## Two-phonon sum density of the monatomic chain at fixed total wave vector

### Premises and definition

The chain has $N$ atoms of mass $M$ at spacing $a$, harmonic nearest-neighbour springs of constant $C$, motion along the chain only, and periodic boundary conditions. Inserting $u_n\propto e^{i(qna-\omega t)}$ into $M\ddot u_n=C(u_{n+1}+u_{n-1}-2u_n)$ gives $M\omega^2=2C(1-\cos qa)=4C\sin^2(qa/2)$, so that

$$\omega(q)=\omega_m\left|\sin\frac{qa}{2}\right|,\qquad \omega_m^2=\frac{4C}{M}. \tag{1}$$

The allowed wave vectors are $q=2\pi j/Na$ with integer $j$, and $N$ of them are distinct modulo $2\pi/a$. Since $\omega(q)$ has this period, any interval of length $2\pi/a$ serves as the zone.

The two-phonon sum density counts pairs $(q,q')$ with $q+q'=Q$ modulo $2\pi/a$ by their summed frequency:

$$g_+(\omega,Q)=\frac1N\sum_q\delta\big(\omega-\Omega_Q(q)\big),\qquad \Omega_Q(q)=\omega(q)+\omega(Q-q). \tag{2}$$

Three conventions are contained in (2). Pairs are ordered, so $(q,q')$ and $(q',q)$ are counted separately and the number of distinct final states per unit frequency is $Ng_+/2$. The density is normalised to one. No occupation factors or matrix elements are included. For $N\to\infty$ the sum becomes $(a/2\pi)\int dq$ over one period. Because $\omega(q)$ is even and periodic, $g_+$ is even in $Q$ and has period $2\pi/a$, and it suffices to treat $0\le Qa\le\pi$.

The one-phonon density in the same normalisation is needed for comparison. Each $\omega<\omega_m$ is reached at two wave vectors, where $|d\omega/dq|=(a/2)\sqrt{\omega_m^2-\omega^2}$, hence

$$g(\omega)=\frac{a}{2\pi}\,\frac{2}{|d\omega/dq|}=\frac{2}{\pi\sqrt{\omega_m^2-\omega^2}},\qquad 0<\omega<\omega_m. \tag{3}$$

### Derivation

**Symmetric variables.** Write $q=Q/2+2x/a$ and $\theta=Qa/4$, with $0<\theta\le\pi/4$. Then $qa/2=\theta+x$ and $(Q-q)a/2=\theta-x$. One period of $q$ is an interval of length $\pi$ in $x$, and $(a/2\pi)\,dq=dx/\pi$. Therefore

$$g_+=\frac1\pi\int_{-\theta}^{\pi-\theta}dx\;\delta(\omega-\Omega),\qquad \Omega=\omega_m\big(|\sin(\theta+x)|+|\sin(\theta-x)|\big). \tag{4}$$

**Removal of the moduli.** On the whole interval $0<\theta+x<\pi$, so the first sine is positive. The second changes sign at $x=\theta$, which divides the interval in two.

In region A, $-\theta<x<\theta$, both sines are positive, and the addition theorem gives $\sin(\theta+x)+\sin(\theta-x)=2\sin\theta\cos x$. In region B, $\theta<x<\pi-\theta$, the second sine is negative, and $\sin(x+\theta)+\sin(x-\theta)=2\cos\theta\sin x$. With $\omega_A=2\omega_m\sin\theta$ and $\omega_B=2\omega_m\cos\theta$,

$$\Omega=\omega_A\cos x\ \ (\text{A}),\qquad \Omega=\omega_B\sin x\ \ (\text{B}). \tag{5}$$

**Range of each arch.** In A the function rises from its value at $x=-\theta$ to the maximum $\omega_A$ at $x=0$ and falls symmetrically. In B it does the same about $x=\pi/2$, with maximum $\omega_B$. At all end points the value is the same,

$$\omega_0=2\omega_m\sin\theta\cos\theta=\omega_m\sin\frac{Qa}{2}=\omega(Q). \tag{6}$$

The end points are $q=0$ and $q=Q$, where one partner has zero frequency and the other carries the whole wave vector.

**Delta function.** For a function with simple zeros $x_i$, $\int dx\,\delta(\omega-\Omega(x))=\sum_i|\Omega'(x_i)|^{-1}$. For $\omega_0<\omega<\omega_A$ region A has two roots, $\cos x=\omega/\omega_A$, at each of which $|\Omega'|=\omega_A|\sin x|=\sqrt{\omega_A^2-\omega^2}$. For $\omega_0<\omega<\omega_B$ region B has two roots, $\sin x=\omega/\omega_B$, with $|\Omega'|=\omega_B|\cos x|=\sqrt{\omega_B^2-\omega^2}$. Adding these and dividing by $\pi$ gives, for $\omega>\omega_m\sin(Qa/2)$,

$$g_+(\omega,Q)=\frac2\pi\left[\frac{1}{\sqrt{4\omega_m^2\sin^2(Qa/4)-\omega^2}}+\frac{1}{\sqrt{4\omega_m^2\cos^2(Qa/4)-\omega^2}}\right], \tag{7}$$

where each term is kept only while its radicand is positive, and $g_+=0$ below $\omega_m\sin(Qa/2)$. The steps used only $0<\theta<\pi/2$, so (7) also holds for $\pi<Qa<2\pi$. The replacement $Q\to2\pi/a-Q$ sends $\theta$ to $\pi/2-\theta$ and exchanges the two terms.

**Sum rules.** Since $\int_{\omega_0}^{\omega_A}d\omega\,(\omega_A^2-\omega^2)^{-1/2}=\arccos(\omega_0/\omega_A)=\theta$, and likewise $\arccos(\omega_0/\omega_B)=\pi/2-\theta$, the two terms carry weights $2\theta/\pi=Qa/2\pi$ and $1-Qa/2\pi$, which add to one. For the first moment, $\int_{\omega_0}^{\omega_A}\omega\,(\omega_A^2-\omega^2)^{-1/2}d\omega=\sqrt{\omega_A^2-\omega_0^2}=2\omega_m\sin^2\theta$, and region B gives $2\omega_m\cos^2\theta$. The mean is $4\omega_m/\pi$ for every $Q$. This is required by (2), because each partner separately runs over the whole zone, where the mean of (1) is $2\omega_m/\pi$.

### Singularities and limits

**Divergences.** From (2), $d\Omega_Q/dq=v(q)-v(Q-q)$ with the group velocity $v=d\omega/dq$. The density can diverge only where this vanishes, that is, where the two phonons have equal group velocities. Neither velocity need be zero. On the zone $0<q<2\pi/a$ one has $v=(\omega_ma/2)\cos(qa/2)$, which decreases strictly, so equal velocities require the same mode, $q=Q-q$ modulo $2\pi/a$. The solutions are $q=Q/2$ and $q=Q/2+\pi/a$, which are $x=0$ and $x=\pi/2$, with $\Omega=2\omega(Q/2)=\omega_A$ and $\Omega=2\omega(Q/2+\pi/a)=\omega_B$. Both are maxima. Near the first, $\Omega\simeq\omega_A(1-x^2/2)$, and the two roots $x=\pm\sqrt{2(\omega_A-\omega)/\omega_A}$ give

$$g_+\simeq\frac1\pi\sqrt{\frac{2}{\omega_A(\omega_A-\omega)}}, \tag{8}$$

which is also the leading behaviour of (7) since $\omega_A^2-\omega^2\simeq2\omega_A(\omega_A-\omega)$. The divergence is one-sided and integrable. Above $\omega_A$ only the second term remains.

**Lower edge.** At $\omega_0$ the function $\Omega$ has cusps, inherited from the cusp of (1) at $q=0$, and the slopes stay finite. The density therefore starts with a step. The radicals there equal $2\omega_m\sin^2\theta$ and $2\omega_m\cos^2\theta$, so

$$g_+(\omega_0^+,Q)=\frac{1}{\pi\omega_m}\left(\frac1{\sin^2\theta}+\frac1{\cos^2\theta}\right)=\frac{4}{\pi\omega_m\sin^2(Qa/2)}. \tag{9}$$

Equation (6) states that $\omega(q)+\omega(Q-q)\ge\omega(Q)$, with equality only when one partner has $q=0$. Every one-phonon mode lies on the lower edge of its own two-phonon continuum, and none lies inside it.

**Normal and umklapp pairs.** With both wave vectors reduced to $(-\pi/a,\pi/a]$, a pair is of umklapp type when $Q-q>\pi/a$, that is for $-\pi/a<q<Q-\pi/a$. In terms of $x$, modulo $\pi$, this is $|x-\pi/2|<\theta$, the top of arch B, where $\Omega>2\omega_m\cos^2\theta$. The second term of (7) thus contains normal pairs of opposite wave-vector sign below that frequency and umklapp pairs above it, and it is smooth across the boundary.

**Zero total wave vector.** For $Q=0$, $\Omega=2\omega(q)$, and $\delta(\omega-2\omega(q))=\tfrac12\delta(\omega/2-\omega(q))$ gives the overtone density

$$g_+(\omega,0)=\tfrac12\,g(\omega/2)=\frac{2}{\pi\sqrt{4\omega_m^2-\omega^2}},\qquad 0<\omega<2\omega_m, \tag{10}$$

by (3). This is the second term of (7) at $\theta=0$. The first term disappears continuously in the sense of weight: it is confined to the window from $\omega_0$ to $\omega_A$ and carries the weight $Qa/2\pi$.

**Zone boundary.** For $Qa=\pi$ the two arches coincide, $\omega_A=\omega_B=\sqrt2\,\omega_m$, and

$$g_+(\omega,\pi/a)=\frac{4}{\pi\sqrt{2\omega_m^2-\omega^2}},\qquad \omega_m<\omega<\sqrt2\,\omega_m. \tag{11}$$

### The folded equal-mass chain

Take $N$ even and describe the same chain with two atoms per cell of length $2a$. The reciprocal vector becomes $\pi/a$ and the zone $|k|\le\pi/2a$. The unfolded modes $q=k$ form the acoustic branch $\omega_m|\sin(ka/2)|$, and the modes $q=k+\pi/a$ form the optical branch $\omega_m\cos(ka/2)$. The branches meet at the folded boundary at $\omega_m/\sqrt2$. The optical mode at $k=0$ is the unfolded mode $q=\pi/a$, with neighbours in antiphase and frequency $\omega_m$.

Define the density per two-atom cell by summing over both branch indices, $G_+(\omega,K)=(2/N)\sum_{k,s,s'}\delta(\omega-\omega_s(k)-\omega_{s'}(K-k))$, normalised to 4. Its $2N$ terms are the unfolded pairs with $q+q'=K$ modulo $\pi/a$, which comprise $N$ pairs with total $K$ and $N$ pairs with total $K+\pi/a$ modulo $2\pi/a$. Hence

$$G_+(\omega,K)=2\left[g_+(\omega,K)+g_+(\omega,K+\pi/a)\right]. \tag{12}$$

At $K=0$ the first term consists of pairs $(q,-q)$ on one branch, acoustic below $\sqrt2\,\omega_m$ and optical above. The second consists of one acoustic and one optical phonon. At the optical frequency, (10) and (11) give

$$g_+(\omega_m,0)=\frac{2}{\sqrt3\,\pi\omega_m},\qquad g_+(\omega_m^+,\pi/a)=\frac{4}{\pi\omega_m},\qquad g_+(\omega_m^-,\pi/a)=0. \tag{13}$$

The first entry belongs to two acoustic phonons of frequency $\omega_m/2$ at $qa=\pm\pi/3$. This symmetric decay of the optical mode is the channel discussed by Klemens (1966).

### Which part of the density the optical mode reaches

Folding alone is a relabelling, so the coupling decides which term of (12) matters. Add a cubic bond term whose constant may alternate,

$$H_3=\frac16\sum_n\left[\beta+(-1)^n\beta'\right](u_{n+1}-u_n)^3. \tag{14}$$

With $u_n=\sum_q(\hbar/2NM\omega_q)^{1/2}(b_q+b_{-q}^\dagger)e^{iqna}$, each bond extension carries the factor $e^{iqa}-1$, of modulus $2|\sin(qa/2)|=2\omega_q/\omega_m$. The amplitude per mode then has squared modulus $2\hbar\omega_q/NM\omega_m^2$. For three distinct modes the cube contains the product $b_{\pi/a}b_q^\dagger b_{q'}^\dagger$ in six orderings, which cancels the factor $1/6$. The sum over $n$ of $e^{i(\pi/a-q-q')na}$ equals $N$ for $q+q'=\pi/a$ modulo $2\pi/a$ and zero otherwise. The extra factor $(-1)^n=e^{i\pi n}$ changes the condition to $q+q'=0$. Thus $\beta$ couples the optical mode only to $g_+(\omega,\pi/a)$ and $\beta'$ only to $g_+(\omega,0)$, and the two do not interfere because the final states differ. With $\beta_c$ standing for the constant of the channel and occupation factors removed,

$$|V|^2=\beta_c^2N^2\left(\frac{2\hbar}{NM\omega_m^2}\right)^3\omega_m\,\omega_q\,\omega_{q'}. \tag{15}$$

Let $n_0$ be the occupation of the optical mode and $n,n'$ the Bose factors of the partners. The net decay is proportional to $n_0(1+n)(1+n')-(1+n_0)nn'$, whose coefficient of $n_0$ is $1+n+n'$. The golden rule, $(2\pi/\hbar^2)|V|^2$ times the density of distinct final states $Ng_+/2$, gives the relaxation rate, which equals the full width of the line in angular frequency:

$$\frac1\tau=\frac{8\pi\hbar\beta_c^2}{M^3\omega_m^5}\,\omega_q\omega_{q'}\,(1+n+n')\,g_+. \tag{16}$$

For the symmetric channel $\omega_q=\omega_{q'}=\omega_m/2$, $1+2n=\coth(\hbar\omega_m/4k_BT)$, and (13) yields

$$\frac1{\tau'}=\frac{4\hbar\beta'^2}{\sqrt3\,M^3\omega_m^4}\coth\frac{\hbar\omega_m}{4k_BT}. \tag{17}$$

The $\beta$ channel sits on the step of (11) and needs a limit. As the driving frequency approaches $\omega_m$ from above, $\omega_q\to\omega_m$ and $\omega_{q'}\to0$. At $T=0$ the product $\omega_q\omega_{q'}$ vanishes and so does the rate. At $T>0$, $\omega_{q'}n'\to k_BT/\hbar$, and (16) tends to

$$\frac1{\tau_e}=\frac{32\,\beta^2k_BT}{M^3\omega_m^5}. \tag{18}$$

Just below $\omega_m$ the sum density is zero, but absorption of a thermal phonon $q'$ takes over. Its frequency condition is $\omega=\omega(q'+\pi/a)-\omega(q')=\omega_m(|\cos x'|-|\sin x'|)$ with $x'=q'a/2$, which has two roots near $x'=0$ of slope $\omega_m$ and hence density $2/\pi\omega_m$. The factor $1/2$ for identical orderings is absent, and the occupation factor is $n'(1+n)-(1+n')n=n'-n$, which again gives $\omega_{q'}n'\to k_BT/\hbar$. Half the density without the factor $1/2$ reproduces (18). The limits from both sides agree, so a delta function of any small width gives (18). This is quasi-elastic scattering among optical modes by long-wave strain, and it passes no energy quantum of order $\hbar\omega_m$ to the acoustic branch. Its size relative to the symmetric decay is

$$\frac{\tau'}{\tau_e}=8\sqrt3\,\frac{k_BT}{\hbar\omega_m}\,\tanh\!\left(\frac{\hbar\omega_m}{4k_BT}\right)\frac{\beta^2}{\beta'^2}. \tag{19}$$

### Range of validity

Equation (7) is exact for the dispersion (1) in the limit $N\to\infty$. For finite $N$ it holds after averaging over a window that contains many of the discrete values of $\Omega_Q$. Anharmonic widths round the step and the divergences, so (8) applies only farther from $\omega_A$ than the widths of the partner modes.

Longer-range springs change $\omega(q)$. The rule that divergences lie at equal group velocities survives, but a non-monotonic $v(q)$ admits solutions with two different modes, and an upward-curving part of the dispersion can move the lower edge below $\omega(Q)$. Unequal masses or alternating harmonic springs open a gap at the folded boundary, and (12) then fails. Equations (16) to (19) are of second order in the cubic constants and neglect all frequency shifts and four-phonon processes.

The inverse square roots are specific to one dimension. In three dimensions an isolated non-degenerate stationary point of the summed frequency gives a finite density with a square-root kink, and the density of pairs with one soft acoustic partner of frequency $\omega'$ falls as $\omega'^2$, which removes the step (9) and the contribution (18).

For the diamond structure, rigid (100) planes are spaced by $a=a_0/4$, with $a_0$ the cubic lattice constant, and lattice translations connect every second plane. Their longitudinal motion is a folded equal-mass chain whose boundary $\pi/2a=2\pi/a_0$ is the X point. A fourfold screw axis along [100] carries each plane into the next and preserves longitudinal displacements, so this chain has $\beta'=0$ and its symmetric channel is closed. Along [111] the plane spacings alternate, which permits $\beta'\ne0$ but lets the harmonic constants alternate as well. Equal springs combined with finite $\beta'$ are therefore an idealisation that matches neither direction fully.

### Numerical illustration for silicon

Set $\omega_m$ equal to the zone-centre optical frequency of Si, compiled by the Ioffe Institute as 517 cm$^{-1}$ at 300 K. This fixes the only scale of $g_+$, and the anharmonic shift contained in a 300 K value is ignored. Frequencies are wavenumbers and densities are per cm$^{-1}$. The model places the branch contact at 366 cm$^{-1}$, the divergence of (11) at 731 cm$^{-1}$ and that of (10) at 1034 cm$^{-1}$. Equations (10) to (12) give, in units of $10^{-3}$ per cm$^{-1}$:

| $\omega$ (cm$^{-1}$) | $g_+(\omega,0)$ | $g_+(\omega,\pi/a)$ | $G_+(\omega,0)$ |
|---|---|---|---|
| 300 | 0.643 | 0 | 1.29 |
| 517, below the step | 0.711 | 0 | 1.42 |
| 517, above the step | 0.711 | 2.46 | 6.35 |
| 600 | 0.756 | 3.05 | 7.61 |
| 700 | 0.837 | 6.03 | 13.7 |
| 900 | 1.25 | 0 | 2.50 |

The symmetric channel has partners at 258.5 cm$^{-1}$. At 300 K, $k_BT$ corresponds to 208.5 cm$^{-1}$, so $\hbar\omega_m/2k_BT=1.240$, $n=0.407$ and $1+2n=1.81$. This is the model's ratio of the rate (17) at 300 K to that at zero temperature, and it does not depend on $\beta'$. With $k_BT/\hbar\omega_m=0.403$, (19) gives $3.1\,\beta^2/\beta'^2$, so within the chain the edge term exceeds the symmetric decay at room temperature unless $\beta$ is well below $\beta'$.

The harmonic part can be tested against an independent measured quantity. On the [100] mapping the sound velocity is $\omega_ma/2=\omega_ma_0/8$ and the mass density is $8M/a_0^3$, so the modulus is $M\omega_m^2/8a_0$. The approximate inputs $M=28.09$ u and $a_0=5.43$ Å, with $\omega_m=9.74\times10^{13}$ s$^{-1}$, give 102 GPa. This is 0.6 of $C_{11}=165.64$ GPa as compiled by Oses (2018), and the sound velocity is 0.78 of the value that $C_{11}$ implies. Since the one-phonon density at low frequency is $a/\pi v$, the chain overcounts long-wave longitudinal modes on this line.

The density of $0.711\times10^{-3}$ per cm$^{-1}$ and the factor 1.81 are the model's numbers and not those of silicon. The chain assigns all decay into acoustic phonons to equal-frequency longitudinal pairs. As typical knowledge, such pairs supply only several per cent of the decay in the crystal, and most of it goes to pairs of one longitudinal and one transverse acoustic phonon, so the chain overstates the share of the symmetric channel by roughly an order of magnitude.